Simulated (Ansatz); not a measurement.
# C4H3F7: which of these isomers lies lowest?

4 of its isomers, all singlets with charge 0: A = `FC(F)C(F)C(F)C(F)(F)F`; B = `FC(F)C(F)C(F)(F)C(F)F`; C = `FC(F)CC(F)(F)C(F)(F)F`; D = `FC(F)C(F)(C(F)F)C(F)F`.

Shapes, held fixed at every level: PBE0-D4/def2-TZVP. Flexible molecules stand in one conformer, not always the lowest. Programs: Ansatz 0.2.0.

Electronic energies in kJ/mol, without zero-point or thermal terms.

Task: Which isomer should be the most stable, and roughly by how much?

Result: C < A < B < D in rising energy, over a span of 82 kJ/mol, by CCSD(T)/CBS estimate. All levels agree on that. The B − A difference spans +31.0 to +39.5 kJ/mol over the levels. The CBS estimate extrapolates MP2 from def2-TZVPP and def2-QZVPP and adds CCSD(T) − MP2 in the triple-zeta set, cores frozen.

| level | kind | B − A | C − A | D − A |
| --- | --- | --- | --- | --- |
| HF/def2-SVP | Hartree–Fock | +39.5 | -36.9 | +54.4 |
| SPW92/def2-TZVPP | LDA | +33.0 | -45.5 | +44.9 |
| PBE-D4/def2-TZVPP | GGA | +31.0 | -39.0 | +44.1 |
| BHLYP-D4/def2-TZVPP | global hybrid | +32.4 | -36.5 | +46.8 |
| PBE0-D4/def2-TZVPP | global hybrid | +33.8 | -39.4 | +47.1 |
| r2SCAN0-D4/def2-TZVPP | global hybrid | +35.0 | -42.3 | +47.9 |
| MP2/def2-TZVPP | perturbation theory | +34.7 | -40.1 | +45.5 |
| CCSD(T)/CBS estimate | coupled cluster or CI | +31.8 | -37.3 | +45.1 |

Isomer C is the most stable of the four, 37.3 kJ/mol below A at the coupled-cluster level. The main trend follows how fluorine is grouped on carbon. Several fluorines on one carbon strengthen each other's bonds, through lone-pair donation into neighbouring C–F antibonding orbitals and the attraction between a strongly positive carbon and its fluorines. C and A both have a CF3 group, but C gathers its remaining fluorine into CF2 and CHF2 units, whereas A leaves two carbons with a single fluorine each. B and D lack CF3 altogether and lie higher.

This grouping doesn't separate B from D, which have equally many geminal fluorine pairs. D's extra energy probably reflects crowding and dipole repulsion among three CHF2 groups around one carbon. Hartree–Fock already gives the full order, so correlation adjusts the gaps rather than creating the preference. C need not be the global minimum for this formula: isomers with two CF3 groups, such as CF3CH2CHFCF3, would be expected to lie lower still.
